SnO₂ (R-3m) in Ansatz 0.2.0: r2SCAN without dispersion correction or spin polarization, PAW, 500 eV cutoff, 12×12×12 k mesh, Gaussian smearing of 0.05 eV. Single points on uniformly scaled cells with fixed fractional coordinates; c/a is for the hexagonal cell. Energies are relative to the elements' standard forms in r2SCAN; pressure and stress are positive in compression.

```tsv
volume (Å³/atom)	c/a	shortest distance (Å)	energy over elements (eV/atom)	pressure (GPa)	stress xx (GPa)	stress zz (GPa)	largest force (eV/Å)
11.287	4.4529	1.955	-1.291	55.29	67.39	31.09	3.370
12.428	4.4530	2.019	-1.562	23.35	29.09	11.86	1.456
12.825	4.4530	2.040	-1.610	15.33	19.45	7.09	0.942
14.495	4.4530	2.125	-1.639	-7.18	-7.71	-6.11	0.631
16.305	4.4529	2.210	-1.482	-18.99	-22.08	-12.82	1.616
16.780	4.4530	2.232	-1.423	-20.81	-24.31	-13.82	1.794
18.260	4.4530	2.296	-1.213	-24.36	-28.68	-15.71	2.201
```

The energies in this table form a smooth bowl, and it is tempting to read off an equilibrium volume and a bulk modulus. But each cell is a uniformly scaled copy of the 14.495 Å³/atom structure, with $c/a$ and the relative atomic positions frozen. This SnO₂ consists of O–Sn–O layers separated by gaps without Sn–O bonds, and such a crystal doesn't shrink or swell uniformly when pressed or pulled. The scan is therefore not the crystal's equation of state, although its energy curve gives no hint of that.

The first sign is in the row of lowest energy, 14.495 Å³/atom. Its pressure is −7.2 GPa, so the cell wants to contract, and its oxygen atoms still feel 0.63 eV/Å. It is the lowest of seven sampled points, not a structure at rest. A smooth Birch–Murnaghan-type curve through all seven energies puts zero mean pressure at about 13.8 Å³/atom.

That curve also reproduces the computed pressures, which were not used in the fit, to within 0.5 GPa. Energies and stresses thus agree with each other, and numerical noise isn't the problem. But this agreement tests only the slope of the energy along the chosen path. It can't reveal that a lower path exists beside it.

The forces and the separate stress components can. At zero mean pressure, interpolation between the neighbouring rows leaves about +1.0 GPa in the plane and −1.9 GPa along $z$. The cell still pushes outward sideways and pulls inward along the stacking direction, and the two cancel only in the average. A small oxygen force of roughly 0.1 eV/Å remains as well. The path passes near equilibrium there, but not through it.

Farther out the mismatch grows large, and the layered structure explains why. Along $z$, one repeat of height $h$ is a stiff layer of thickness $t$ followed by a gap of width $g$. They act like two springs in series, which at rest must carry the same load. Uniform scaling instead changes both lengths by the same percentage, whatever their stiffness. The stiff layer then carries far more load than the gap, and the oxygen planes, which form the boundary between the two, feel the difference as a force. The sideways scaling loads the layer too. About three quarters of the squared length of a slanted Sn–O bond lies in the plane, so most of the bond's shortening or stretching comes from the change of the in-plane edge.

The two loads can be separated exactly. Let $L$ be the pressure with which the layer pushes along $z$, $G$ that of the gap, $F$ the outward force on an oxygen atom and $A$ the in-plane area of the cell. Moving both oxygen planes outward thickens the layer at the expense of the gap, so the work done gives the first relation below. Stretching the whole repeat gives the second:

$$L-G=\frac{F}{A},\qquad \sigma_{zz}=\frac{tL+gG}{h}.$$

The stress along $z$, $\sigma_{zz}$, is thus a mean of the two loads, weighted by length. Eliminating $L$ gives $G=\sigma_{zz}-(F/A)(t/h)$.

Take the smallest volume, where the in-plane edge is 2.9755 Å and the force 3.370 eV/Å:

$$A=0.866\times2.9755^2=7.67\ \text{Å}^2$$

$$F/A=3.370/7.67=0.44\ \text{eV/Å}^3\approx70\ \text{GPa}$$

The layer fills 0.42 of the repeat, so the force accounts for about 30 of the 31 GPa of stress along $z$. The gap pushes with only 1.3 GPa, while the layer pushes with about 72 GPa. A reader who took 31 GPa as the resistance of the gap to closing would be wrong by a factor of more than twenty.

The same split holds along the whole series, as the output after this text shows. From the smallest to the largest cell the layer load changes by 107 GPa, while the gap load stays within a span of 3 GPa. The frozen geometry therefore strains the Sn–O bonds, a strain that the oxygen atoms should partly relieve once they are free to move towards or away from the tin plane.

The table prints the force without a direction. I take it as outward under compression, because shortened Sn–O bonds push the oxygen away from the tin plane. The opposite choice would make the layer pull inward with about 10 GPa at the smallest volume, while the same layer pushes sideways with 67 GPa. That is hard to reconcile with squeezed bonds. The calculated force does reverse between 12.825 and 14.495 Å³/atom, as it should when the bonds go from too short to too long.

A simple bond picture tests this origin of the force. Suppose that only the slanted Sn–O bonds push or pull, each along its own direction; the oxygen force then fixes the in-plane stress too. At 14.495 Å³/atom the estimate is within 0.3 GPa of the calculation. In the stretched cells it falls short by 14 to 17 %, in the compressed ones by 25 to 33 %. In this picture the bonds account for most of the in-plane stress in every row, but not for all of it. The remainder pushes sideways in the compressed cells and pulls inward in the three largest ones. It changes sign just above 14.495 Å³/atom, which is why the match there looks so good. Repulsion between neighbouring oxygen atoms may supply the push. But it should fade as the cell is stretched, while the pull grows, so it is unlikely to be the whole explanation.

The practical damage falls on the bulk modulus. The fitted curve gives 169 GPa at zero mean pressure, a respectable-looking number that belongs to a crystal with locked atoms and locked $c/a$. Around a true equilibrium, freeing further coordinates can lower the stiffness but never raise it. Here the soft gap should take up much of the change in volume, but these rows can't tell how far the modulus would fall.

The cure is to relax the atoms and the cell shape at each fixed volume, and to fit the energy only then. The relaxed points should show negligible forces and equal stress along all three axes. The description of the gap also matters at that stage. Near zero mean pressure the gap load is only about −1 GPa, a weak pull between the layers, and the extra attraction from a dispersion correction, missing here, should matter most for this small term. In the strongly strained cells the gap load is also a small difference between larger numbers: at the smallest volume a 1 % error in the force would shift it by 0.3 GPa.

A neighbouring case shows when the shortcut is safe. In a rock-salt oxide such as MgO, symmetry fixes every atom and makes all three axes equal, so uniform scaling is the true path under pressure. Rutile SnO₂ lies in between: it has a free oxygen position and a free $c/a$, but a continuous bonded network instead of an empty gap. The question to ask before such a scan is which lengths symmetry leaves free, and whether they are equally stiff.

Output of the analysis:

```
Loads along z (compression positive):
     row  layer thickness Å  gap width Å  outward O force eV/Å  layer load GPa  gap load GPa
  11.287              1.867         2.55                  3.37           71.75         1.327
  12.428              1.928        2.632                 1.456           28.33       -0.2055
  12.825              1.948        2.661                 0.942           17.53       -0.5497
  14.495              2.029        2.772                -0.631          -12.55        -1.393
  16.305               2.11        2.883                -1.616          -28.08        -1.652
   16.78              2.133        2.907                -1.794          -30.42        -1.639
   18.26              2.195        2.989                -2.201          -34.95        -1.578
fit of energy_over_elements on 7 rows: constant -1.638 +/- 0.00046, coefficient of x -0.9745 +/- 0.0059, coefficient of x**2 14.88 +/- 0.035, coefficient of x**3 5.692 +/- 0.29; rms 0.000472, worst 14.495 0.000843, leave-one-out rms 0.00351
Two tests:
     row  pressure from energy fit GPa  fit less computed GPa  xx stress from bonds GPa  bonds less computed GPa
  11.287                         55.79                 0.4994                     50.42                   -16.97
  12.428                         23.23                -0.1162                     20.42                   -8.671
  12.825                         15.18                -0.1498                     12.94                   -6.506
  14.495                        -7.181             -0.0009033                    -7.991                  -0.2805
  16.305                        -18.92                0.07477                    -18.92                    3.159
   16.78                        -20.75                0.05696                    -20.58                    3.734
   18.26                        -24.44               -0.08175                    -23.85                    4.829
Layer thickness as a fraction of the layer repeat: 0.4229
Volume of zero mean pressure on this path, Å³/atom: 13.82
Constrained clamped-ion bulk modulus there, GPa: 169.4
Outward O force at zero mean pressure (interpolated), eV/Å: -0.1293
Stress xx at zero mean pressure (interpolated), GPa: 0.9532
Stress zz at zero mean pressure (interpolated), GPa: -1.9
Gap load at zero mean pressure (interpolated), GPa: -1.124
Range of the layer load over all rows, GPa: 106.7
Range of the gap load over all rows, GPa: 2.979
Layer load at the smallest volume if the force pointed inward, GPa: -9.57
Shift of the gap load at the smallest volume for a 1 % error of the force, GPa: 0.2976
```
